Question

The table gives the band levels of an ordered superlattice, three layers of AlAs to one of InAs, at two levels of theory. The cheaper is PBE, the costlier HSE06, which replaces part of the short-range PBE exchange by exact exchange. The two highest filled bands are v1 and v2, counted downwards; the two lowest empty ones are c1 and c2, counted upwards. Each level is measured from the valence top at Gamma.

Band levels of Al3InAs4 (ordered alloy on the zincblende lattice, space group R3m, 8 atoms in the cell), measured from the valence top at each level of theory. Ansatz 0.2.0, plane-wave PAW, 420 eV cutoff, no spin polarisation; PBE (cheaper level, 8×8×8 k mesh) and HSE06 (costlier level, 4×4×4 k mesh), both on the same cell relaxed with r2SCAN.

```
point name  band v2, cheaper level (eV)  band v1, cheaper level (eV)  band c1, cheaper level (eV)  band c2, cheaper level (eV)  band v2, costlier level (eV)  band v1, costlier level (eV)  band c1, costlier level (eV)  band c2, costlier level (eV)
     Gamma                        0.000                        0.000                        0.973                        1.425                         0.000                         0.000                         1.804                         2.164
         T                       -0.028                       -0.028                        1.432                        1.657                        -0.029                        -0.029                         2.177                         2.428
       H_2                       -1.983                       -1.921                        2.181                        2.393                        -2.141                        -2.071                         2.881                         3.069
       H_0                       -1.983                       -1.921                        2.181                        2.393                        -2.141                        -2.071                         2.881                         3.069
         L                       -1.554                       -1.187                        1.349                        1.689                        -1.690                        -1.294                         1.975                         2.328
       S_0                       -2.039                       -1.869                        2.116                        2.572                        -2.193                        -2.019                         2.805                         3.275
       S_2                       -2.039                       -1.869                        2.116                        2.572                        -2.193                        -2.019                         2.805                         3.275
         F                       -1.196                       -1.057                        1.086                        1.431                        -1.283                        -1.155                         1.694                         2.158
```

(a) Find a simple rule that turns the PBE levels of the filled bands into those of HSE06, and test it on a band that was not used to set it up.
(b) Does an equally simple rule hold for c1? Name the points that break it, say what the breaks do to the gap, and explain them.

Model answer

(a) The filled bands near the top are built mostly from the p orbitals of arsenic. Exact exchange binds an electron more strongly the more its orbital shares space with other filled ones, and this sharing should be greater for the deeper, more strongly bonding states. That would explain why HSE06 pulls deep states down more than shallow ones. If the extra pull grows in proportion to depth, the whole band is stretched about its top:

E(HSE06) = s × E(PBE)

The factor s was fitted to v1 alone, without Gamma, where the level is zero by definition, and without the symmetry copies H_0 and S_2. It comes out as 1.082. For v2 at L, which was not in the fit, the rule gives 1.082 × (−1.554) = −1.681 eV, against −1.690 eV computed. Over both filled bands it misses by no more than 0.014 eV, so at these points one number carries the two highest filled bands from one theory to the other.

(b) For empty bands the usual rule is the scissor shift, which raises every level by the same amount:

E(HSE06) = E(PBE) + Δ

The mean rise of c1 over the six independent points is 0.70 eV, but single points scatter about it by some 0.07 eV. Letting the rise depend linearly on the PBE energy hardly helps. Gamma then lies 0.12 eV above the line and F 0.10 eV below it, with L low as well. These breaks are about ten times the misses in the valence band.

They matter because they change which valley is lowest. In PBE the lowest empty state is at Gamma and the gap is direct. Anyone who corrects F by the shift found at Gamma expects 1.086 + 0.831 = 1.917 eV there, whereas HSE06 gives 1.694 eV, below its own level at Gamma. In HSE06 the gap is thus indirect. If that order holds, an electron at the bottom of the empty band sits at F and needs the help of a lattice vibration or a defect to recombine with a hole at Gamma.

Two comparisons narrow down the cause. T and L have nearly the same c1 energy in PBE, yet T rises 0.12 eV more, so energy does not set the shift. At F itself c2 rises 0.12 eV more than c1, so the position in the zone does not settle it either. Both comparisons point to the shape of the orbital.

The geometry suggests which shapes are involved. The superlattice repeats only after four cation layers, so four wave vectors of the simple zincblende crystal fall on one point of its smaller zone. Gamma collects the zincblende Γ state, the zincblende L state along the stacking axis and two states halfway between them, and T collects other states on that line. F collects the zincblende X state, an L state from another direction and again two states halfway between. The point called L in the table is not the zincblende L: it takes in wave vectors close to X and others just as close to a zincblende L, so its small rise fits the picture only if the states near X lie lowest there. That c2 rises almost as little as c1 at this point, 0.639 against 0.626 eV, suits this reading, since two of the four wave vectors lie near X.

In arsenides of this kind the lowest empty state at zincblende Γ is s-like and reaches deep into the atoms, while that at X has more p and d character and keeps further out. PBE gives filled and empty states the same exchange potential, which is deepest near the nuclei. Exact exchange attracts an empty state much less, so the state with most weight near the nuclei loses most binding and rises most. On this reading c1 at F is mainly the X state, while c1 at Gamma is s-like, probably a mixture of the folded Γ and L states. These labels are inferred from known band structures and from the shifts themselves; a projection of c1 onto atomic orbitals would test them.

Remarks on the reasoning

A good answer sees why one rule works and the other fails. On this reading the filled bands stretch evenly because their states belong to one family, while the empty band changes its character from point to point and each kind of state has its own shift. For a related semiconductor the question to ask is therefore how s-like each competing valley is: the more s-like, the further HSE06 is likely to raise it above its PBE level.

The larger rise of c2 at F would fit this picture if c2 were the folded L state, which has more s character than X. The table does not contradict this. The L states that fold onto Gamma and onto F are equivalent in zincblende, and c2 at these two points agrees within 0.01 eV in both theories. So close a match may be chance, because the layering makes the L directions unequal and is expected to mix the Γ and L states that fold onto Gamma. The like rises of the two levels, 0.739 and 0.727 eV, are the better hint.

The final order of the valleys deserves some caution. F ends only 0.11 eV below Gamma, and the HSE06 run used a coarser k mesh whose convergence was not tested. Gamma, T, L and F lie on that mesh, while the H and S points do not. The relative movement of the two valleys is twice that margin, so the failure of the scissor shift is better founded than the final order of the valleys. Spin–orbit coupling, left out here, is expected to raise the valence top and so shrink the gap to both valleys by nearly the same amount. The analysis printed below lists the shifts and misses for each point.

Printed output of the fit:

```
fit of level_v1 on 5 rows ((keep > 0) & (point_v1 < 0)): coefficient of point_v1 1.082 +/- 0.0027; rms 0.00761, worst F 0.011, leave-one-out rms 0.00981
  rows outside the fit (model, value, miss): Gamma 0, 0, 0; H_0 -2.079, -2.071, -0.00809; S_2 -2.023, -2.019, -0.00381
fit of level_c1 on 6 rows (keep > 0): constant 0.7341 +/- 0.13, coefficient of point_c1 0.9775 +/- 0.079; rms 0.0737, worst Gamma -0.119, leave-one-out rms 0.111
  rows outside the fit (model, value, miss): H_0 2.866, 2.881, -0.015; S_2 2.803, 2.805, -0.0025
Shifts from PBE to HSE06 and misses (prediction less value) in eV:
    row  c1 shift  c2 shift  v1 stretch miss  v2 miss with v1 factor  c1 line miss
  Gamma     0.831     0.739                0                       0       -0.1188
      T     0.745     0.771        -0.001304               -0.001304      -0.04313
    H_2       0.7     0.676         -0.00809               -0.005192      -0.01496
    H_0       0.7     0.676         -0.00809               -0.005192      -0.01496
      L     0.626     0.639         0.009315                0.008113       0.07774
    S_0     0.689     0.703         -0.00381                 -0.0138     -0.002497
    S_2     0.689     0.703         -0.00381                 -0.0138     -0.002497
      F     0.608     0.727          0.01101                -0.01143        0.1017
Widening of the valence band v1 in percent: 8.23
Largest v1 miss of the stretch in eV: 0.01101
Largest v2 miss with the v1 factor in eV: 0.0138
Mean c1 shift over six independent points in eV: 0.6998
Rms miss of a rigid c1 shift in eV: 0.07444
Spread of c1 shifts from smallest to largest in eV: 0.223
F less Gamma for c1 in PBE in eV: 0.113
F less Gamma for c1 in HSE06 in eV: -0.11
F level c1 predicted with the shift found at Gamma in eV: 1.917
T less L for c1 in PBE in eV: 0.083
T less L for the c1 shift in eV: 0.119
At F the c2 shift less the c1 shift in eV: 0.119
```
